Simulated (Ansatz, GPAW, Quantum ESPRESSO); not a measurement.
**AgRh: 8 runs at one level of theory**

```xyz
2
Lattice="2.7776 0.0000 0.0000 -1.3888 2.4055 0.0000 0.0000 0.0000 4.8086" Properties=species:S:1:pos:R:3 pbc="T T T"
Ag    0.0000    0.0000    2.4043
Rh    1.3888    0.8018    0.0000
```

The cell comes from a database or a generator and needn't be the stable form of this composition.

Alike in all runs: task band structure; functional PBEsol; k mesh 11 × 11 × 6; occupations fermi-dirac, width 0.05 eV; no spin polarisation; no spin-orbit coupling. Pressure is positive in compression and, in plane waves, holds the error of the finite cutoff, which Ansatz's Pulay term estimates and takes out.

```csv
program and potentials,plane-wave cutoff (eV),notes,pressure (GPa)
"Quantum ESPRESSO, PseudoDojo 0.4 SR PBEsol stringent",1197,18 valence electrons an atom on average,-10.47
"GPAW, PAW data sets generated for this functional",600,16 valence electrons an atom on average,-9.74
"Ansatz, JTH PAW",2100,potentials made for PBE; 14 valence electrons an atom on average,-10.55
"Ansatz, PAW datasets made for the crystal",280,10 valence electrons an atom on average,-10.62
"Ansatz, Ansatz PAW (files of its older set among them)",540,"potentials made for PBE, which Ansatz adapts in part; 18 valence electrons an atom on average",-10.61
"Ansatz, PseudoDojo stringent (PBEsol files)",1197,18 valence electrons an atom on average; Pulay term of +0.06 GPa included,-10.49
"Ansatz, all-electron LAPW, scalar-relativistic",-,-,-10.62
"Quantum ESPRESSO, GBRV 1.5 PBEsol",762,17 valence electrons an atom on average,-10.63
```

The pressure spans -10.63 (Quantum ESPRESSO, GBRV 1.5 PBEsol) to -9.74 GPa (GPAW, PAW data sets generated for this functional), with all-electron results at -10.62. The cell lies far from this level's equilibrium.

The functional is the same throughout but for its coding, so the spread measures potentials, basis and numerics; runs on potential files found faulty are left out.

The negative pressure means the cell is stretched: at this level AgRh would contract. A likely origin is a geometry relaxed with a functional such as PBE, which gives longer bonds in late 4d metals than PBEsol does. The restoring pull probably owes much to rhodium, whose partly filled d band binds strongly, whereas silver's filled d shell adds little net bonding.

Seven runs agree closely, and the GPAW value of -9.74 GPa stands apart. An incomplete plane-wave basis normally makes an uncorrected stress too negative, so removing that error would move GPAW further from the all-electron result. Its data sets or its numerical evaluation of the stress are therefore likelier causes. The number of valence electrons doesn't order the results: the set with only 10 per atom matches the all-electron -10.62 GPa, which suggests that frozen semicore states need not spoil the pressure here. A single pressure doesn't show whether the contraction would fall mainly within the layers or along the stacking axis.
